The magnetic hyperfine constant of a 4p1/2 electron in the trivalent ions from caesium to lutetium is about seven to nine times that of a 4p3/2 electron, where non-relativistic theory gives exactly five, and the excess is set mainly by the bare nuclear charge. Per unit nuclear g factor the 4p1/2 constant is of order 10⁵ MHz and the 4p3/2 constant a few times 10⁴ MHz at most. Relativity raises the first by 43 % in Cs3+ and 94 % in Lu3+, and the second by only 5 % and 12 %. All this happens in an orbital whose small component holds about one part in a thousand of the electron.

Trivalent ions, computed as spherical atoms at the basis-set limit with the B-spline radial atomic code 1, by Dirac-Coulomb Hartree-Fock averaged over the nl configuration with a Fermi nucleus. <r⁻³> is from non-relativistic configuration-average Hartree-Fock with a point nucleus. A/g_I is the hyperfine constant of one electron in the orbital over g_I = μ/(I μ_N).

| species | Z | electrons | configuration | A(4p1/2)/g_I (MHz) | A(4p3/2)/g_I (MHz) | A(4p1/2)/A(4p3/2) | <r⁻³>(4p), non-rel. (bohr⁻³) | small weight (4p1/2) |
| --- | --- | --- | --- | --- | --- | --- | --- | --- |
| Cs3+ | 55 | 52 | [Kr] 4d10 5s2 5p4 | 75580 | 11160 | 6.770 | 208.1 | 0.000707 |
| Ba3+ | 56 | 53 | [Kr] 4d10 5s2 5p5 | 83900 | 12250 | 6.848 | 227.9 | 0.000760 |
| La3+ | 57 | 54 | [Kr] 4d10 5s2 5p6 | 93070 | 13430 | 6.929 | 249.3 | 0.000815 |
| Ce3+ | 58 | 55 | [Xe] 4f1 | 101800 | 14490 | 7.023 | 268.0 | 0.000863 |
| Pr3+ | 59 | 56 | [Xe] 4f2 | 111100 | 15600 | 7.121 | 287.4 | 0.000911 |
| Nd3+ | 60 | 57 | [Xe] 4f3 | 121000 | 16750 | 7.224 | 307.4 | 0.000960 |
| Pm3+ | 61 | 58 | [Xe] 4f4 | 131500 | 17940 | 7.331 | 328.2 | 0.00101 |
| Sm3+ | 62 | 59 | [Xe] 4f5 | 142800 | 19180 | 7.442 | 349.7 | 0.00106 |
| Eu3+ | 63 | 60 | [Xe] 4f6 | 154800 | 20480 | 7.559 | 371.9 | 0.00111 |
| Gd3+ | 64 | 61 | [Xe] 4f7 | 167700 | 21830 | 7.681 | 395.0 | 0.00117 |
| Tb3+ | 65 | 62 | [Xe] 4f8 | 181400 | 23230 | 7.810 | 418.8 | 0.00122 |
| Dy3+ | 66 | 63 | [Xe] 4f9 | 196100 | 24690 | 7.942 | 443.5 | 0.00128 |
| Ho3+ | 67 | 64 | [Xe] 4f10 | 211800 | 26210 | 8.082 | 469.0 | 0.00134 |
| Er3+ | 68 | 65 | [Xe] 4f11 | 228600 | 27790 | 8.227 | 495.3 | 0.00139 |
| Tm3+ | 69 | 66 | [Xe] 4f12 | 246600 | 29430 | 8.380 | 522.6 | 0.00145 |
| Yb3+ | 70 | 67 | [Xe] 4f13 | 265900 | 31140 | 8.539 | 550.7 | 0.00152 |
| Lu3+ | 71 | 68 | [Xe] 4f14 | 286500 | 32910 | 8.705 | 579.7 | 0.00158 |

A/g_I is the constant A in the coupling A **I·j** of one electron to the nuclear spin, divided by the nuclear g factor so that the isotope's moment drops out. The column <r⁻³> is the mean inverse cube of the radius of the 4p orbital without relativity. The small weight, called w below, is the part of the norm of the four-component 4p1/2 orbital that lies in its small component. In all these ions 4p is a filled core shell and produces no net hyperfine field, so the constants are properties of orbitals and not splittings that a spectrum would show. They come from Dirac-Hartree-Fock averaged over the configuration, without correlation or core polarisation, and what follows explains that calculation.

Without relativity the orbital current and the spin dipole of an electron with l > 0 combine into A/g_I = C <r⁻³> l(l+1)/[j(j+1)]. The constant C = 2μ_Bμ_N(μ₀/4π)/h is 95.41 MHz bohr³. For a p electron l(l+1) = 2, while j(j+1) is 3/4 or 15/4. The angular factors are 8/3 and 8/15, which gives 254.4 and 50.89 MHz per bohr⁻³. Both j share one radial function, <r⁻³> cancels, and the ratio is 5 for every p shell of every atom.

This already assigns the contraction of the core its proper place. The non-relativistic mean radius of 4p falls from 0.613 bohr in Eu3+ to 0.556 bohr in Er3+, and <r⁻³> grows by a factor 2.79 over the whole series. That factor is most of the growth of each constant. A(4p3/2) grows by 2.95, which is 2.79 × 1.06, and A(4p1/2) by 3.79, which is 2.79 × 1.36. A contraction common to both j leaves the ratio untouched. The small difference in overall size between the two relativistic orbitals does not supply it either: in Ce3+ their mean radii are 0.6565 and 0.6819 bohr, and (0.6819/0.6565)³ = 1.12, against the 7.023/5 = 1.40 that is needed.

It helps to divide each tabulated A by the non-relativistic expression and call the quotient the enhancement E. For Lu3+, 286500/(254.4 × 579.7) = 1.94 and 32910/(50.89 × 579.7) = 1.12. Both enhancements rise from each row to the next, and E(1/2) exceeds E(3/2) in every row. The quotient compares two separate self-consistent calculations with different Hamiltonians and nuclear models, so it contains the relativistic rearrangement of all the other shells as well as the direct effect on 4p. The two A in the ratio come from one calculation, which makes it the cleaner quantity to test. The rearrangement of the other shells enters it only as far as it acts unequally on the two j. What has to be explained is a large effect on p1/2 beside a small one on p3/2.

Three accounts offer themselves. Relativity may enter through the size of the small component, so that the excess over 5 follows w. It may enter as in a hydrogen-like ion, with the screened charge that a 4p electron feels on average. Or it may enter through the form of the orbital close to the nucleus, where the charge is the unscreened Z.

The small weight is the most tempting of the three. The Dirac hyperfine integral is linear in the small component, w vanishes in the non-relativistic limit, and w rises along the table together with the ratio. A line ratio = 5 + b·w, with the intercept held at 5 and the slope fitted by least squares to all 17 rows, has b = 2326. It reproduces the tabulated ratios with an rms error of 0.6 %, the worst row being Cs3+ at 1.9 % low. Judged on the series alone this is the best description of the three.

The series can hardly separate a rule in w from a rule in Z, however, because w grows with Z throughout. The other p shells of one ion can, since they vary w at fixed Z. In the same Dirac calculation of Ce3+ the p1/2 small weight falls by a factor 61 from 2p to 5p, while the ratio reads 7.028, 7.020, 7.023 and 7.157 for 2p, 3p, 4p and 5p. The line predicts 5 + 2326 × 0.01003 = 28.3 for 2p and 5.38 for 5p. Only 4p, which was part of the fit, comes out right. A second comparison within Ce3+ points the same way. The small weights of 4p1/2 and 4p3/2 are 0.000863 and 0.000816, within 6 % of each other, yet the enhancements are 1.49 and 1.06. These tests rest on one ion, but one ion is enough to refute a rule that should hold in all.

Theory says why w fails. The small component is roughly the momentum operator applied to the large component and divided by 2mc, so w is close to the mean kinetic energy over 2mc². It is an average over the whole orbital and responds to the principal quantum number and to screening. The series holds a trace of this. Where the filling passes from 5p to 4f, between La3+ and Ce3+, the step in w from row to row shrinks from 55 × 10⁻⁶ to 48 × 10⁻⁶, several times the rounding. The step in the ratio grows there, from 0.081 to 0.094. The two quantities bend in opposite directions at the one place where the series changes character.

The other two accounts share a formula and differ in the charge put into it. In Dirac theory A is proportional to κ/[j(j+1)] times the integral of P(r)Q(r)/r², where P and Q are the large and small radial functions and κ is +1 for p1/2 and −2 for p3/2. Close to a point nucleus the Coulomb term dominates the radial equations, and both P and Q start as r^γ with γ = √(κ² − (Zα)²), α being the fine-structure constant. The integrand then starts as r^(2γ−2). For p3/2, γ is just below 2 and the integrand vanishes at the origin almost as r². For p1/2, γ is below 1 and the integrand diverges weakly, though it stays integrable. The small component of p1/2 has the angular form of an s orbital, and it reaches the nucleus as an s orbital does. In Ce3+ the 4p1/2 density averaged over the nucleus is 32.0 bohr⁻³, a few per cent of the 902 bohr⁻³ of 4s. What counts is where the small component lies and how it overlaps P under the weight 1/r², and its total norm says little about that.

For one electron and a point charge z the integral is known in closed form. Divided by its non-relativistic limit for a p shell, it gives

E = 3n³ κ[2κ(γ + n_r) − N] / [N⁴ γ(4γ² − 1)],

with n_r = n − |κ|, N² = n_r² + 2n_rγ + κ², and γ evaluated with z. As zα → 0, γ → |κ| and N → n, and E → 1 for both κ. The factor 1/[γ(4γ² − 1)] comes from the short-range form and does not depend on n. The remainder describes how relativity changes the amplitude of the orbital near the nucleus. The predicted ratio is 5 E(1/2)/E(3/2).

The screened version takes z from the table itself. A hydrogen-like p orbital has <r⁻³> = z³/[n³ l(l+½)(l+1)], which is z³/192 for n = 4, so that z = (192 <r⁻³>)^(1/3). This runs from 34.2 in Cs3+ to 48.1 in Lu3+. The ratios that follow run from 5.55 to 6.20, low by 18 % of the tabulated value at one end and 29 % at the other. Measured on the excess over 5, the model finds 0.55 of 1.77 and 1.20 of 3.7, about a third. The argument for its failure is that screening and the relativistic exponent act in different regions. The inner electrons lie mostly outside the radii at which the r^γ behaviour matters. They push the 4p electron outwards and so reduce the amplitude of its innermost lobe, which is why <r⁻³> corresponds to a charge far below Z. They hardly alter the form of the orbital close to the nucleus, where the relativistic exponent acts, and the amplitude largely cancels between the two j.

With the bare charge the estimate for Lu3+ runs as follows, and nothing in it is fitted to this row or to any other. Zα = 71/137.04 = 0.5181 and (Zα)² = 0.2684. For p1/2, γ = √(1 − 0.2684) = 0.8553 and n_r = 3, so N² = 9 + 6 × 0.8553 + 1 = 15.132 and N = 3.8900. The bracket is 2 × 3.8553 − 3.8900 = 3.8206, and γ(4γ² − 1) = 0.8553 × 1.9262 = 1.6475. Then E(1/2) = 192 × 3.8206/(15.132² × 1.6475) = 1.9445. For p3/2, γ = √(4 − 0.2684) = 1.9317 and n_r = 2, so N² = 8 + 4 × 1.9317 = 15.727 and N = 3.9657. The numerator is 2 × (4 × 3.9317 + 3.9657) = 39.385, and γ(4γ² − 1) = 1.9317 × 13.926 = 26.90. Then E(3/2) = 192 × 39.385/(15.727² × 26.90) = 1.1365. The ratio is 5 × 1.9445/1.1365 = 8.555, which is 1.7 % below the tabulated 8.705.

The worked numbers show where the asymmetry arises. The short-range factor has the limits 3 and 30 for the two κ, so it contributes 3/1.6475 = 1.82 to p1/2 and 30/26.90 = 1.12 to p3/2. The same (Zα)² is subtracted from 1 in one case and from 4 in the other, and 4γ² − 1 drops from 3 to 1.93 in the first but only from 15 to 13.9 in the second. These two factors alone give a ratio of about 8.2. Because the denominator shrinks as Z grows, the excess rises faster than the Z² of lowest order. A least-squares line of ln(ratio − 5) against ln Z over all rows has the slope 2.91 for the table and 2.90 for the formula. This power is local to the range of Z covered and is no law.

Over the series the bare-charge formula lies between 1.0 % and 1.7 % below the tabulated ratio, closest at La3+ and furthest at Lu3+. Measured on the excess over 5, it falls short by about 4 %. Its rms error of 1.4 % is larger than that of the small-weight line, but it has no adjustable constant, and it survives the test that the line fails. For the four p shells of Ce3+ it predicts ratios between 7.04 and 6.92, and the errors relative to the calculation are +0.1, −0.4, −1.0 and −3.3 % from 2p to 5p. That a Dirac formula resembles a Dirac calculation does not confirm either against nature. What the comparison does show is which charge governs the ratio in the many-electron ion.

The picture of a fixed inner form times a shell-dependent amplitude can be checked directly in Ce3+. The p1/2 constant divided by the density at the nucleus is 101787/32.01 = 3180 for 4p and 14854/4.690 = 3167 for 5p, in MHz bohr³. The p3/2 constant divided by the relativistic <r⁻³> of the same orbital is 14494/301.1 = 48.14 for 4p and 2075.5/43.13 = 48.12 for 5p. Each constant falls about sevenfold between the shells while these quotients stay within half a per cent. In this ion 4p and 5p of a given κ thus behave nearly as scaled copies of each other where the hyperfine operator samples them. The picture is looser for the innermost p shell: for 2p1/2 the first quotient is 3691, 16 % above that of 4p1/2.

The last quotient also carries a warning. It lies below the non-relativistic 50.89, so inserting the relativistic <r⁻³> of 4p3/2 into the non-relativistic formula gives 15321 MHz for Ce3+, 5.7 % above the computed constant. The Dirac operator weighs PQ/r², which is a different integral from (P² + Q²)/r³. For p1/2 and a point nucleus the latter would not even converge, since its integrand goes as r^(2γ−3) with γ below 1.

The remaining misfit of 1 to 2 % is far above the rounding of the ratio, which is below 0.01 %. It cannot be removed by screening the charge a little. The charge that reproduces the tabulated ratio exceeds Z, by 0.94 in Cs3+, 0.77 in La3+ and 0.89 in Lu3+; such a charge has no physical meaning and only states the sign of the error. The finite nucleus cannot close the gap either. It cuts off the divergent part of the p1/2 integrand, so adding it to the formula would lower the predicted ratio further. The uneven nuclear radii of Gd, Tb and Dy (5.157, 5.060 and 5.222 fm) disturb the smooth rise of the ratio by no more than a few thousandths, far less than the misfit.

The separate enhancements locate the misfit. The formula overestimates both in every row, and p3/2 by more: in Cs3+ it gives 1.444 and 1.079 against 1.427 and 1.054, in Lu3+ 1.945 and 1.136 against 1.942 and 1.116. The error in the ratio is the difference of two overestimates, and in Lu3+ nearly all of it comes from p3/2. The near-perfect p1/2 value there should not be read as accuracy, because the point nucleus of the formula and its neglect of the other electrons both bear on it. For the step from 4p to 5p in Ce3+ the constant quotients above show that the ratio rises by 1.9 % through the relative amplitude of the two j, and not through a change of form. A plausible cause, which these numbers do not test, is the indirect relativistic effect: contracted s and p1/2 shells screen the nucleus better than their non-relativistic counterparts, and the slightly larger p3/2 orbital loses more amplitude by this than p1/2. Another, equally untested, is direct: in Ce3+ 5p1/2 is bound 6 % more tightly than 5p3/2, and tighter binding tends to raise the amplitude near the nucleus. Values for single closed shells of the same κ also depend on how the code fixes their mutual rotation, so the outward growth of the error in one ion should not be pressed too far.

The change of filling offers a second view of the same remainder. From Cs3+ to La3+ each added electron enters 5p, and from Ce3+ onwards it enters 4f. In Ce3+ the 4f mean radius is about 1.02 bohr and those of 5p are 1.68 and 1.75 bohr, so a 4f electron overlaps 4p far more and screens it better. This standard argument matches the drop of the step in <r⁻³> from 21.4 to 18.7 bohr⁻³ and the dips in the steps of both A. The bare-charge formula knows nothing of filling, and its steps grow smoothly through 0.083, 0.086, 0.090 and 0.093. The tabulated steps are 0.078, 0.081, 0.094 and 0.098, below the formula while 5p fills and above it once 4f does. The convention for rotating orbitals changes where 5p closes, between Ba3+ and La3+, and no jump shows there; the bend comes one row later. One may guess that a 4f electron screens the larger 4p3/2 orbital a little more than 4p1/2, but this too is untested.

For a neighbouring case the reasoning carries over in words. The size of each constant follows <r⁻³> and is sensitive to shell, screening and filling. The ratio follows Z, should differ by only a few per cent between the p shells of one ion, and should rise by a somewhat larger step with each further proton. A good correlation along a series in which Z varies is weak evidence for a cause that grows with Z, and a comparison of shells at fixed Z is a much sharper test. What the table leaves open is the last 1 to 2 %: how much of it is the unequal screening of the two j, how much larger it would appear once the finite nucleus were put into the formula, and why it shrinks while 5p fills and grows while 4f does.
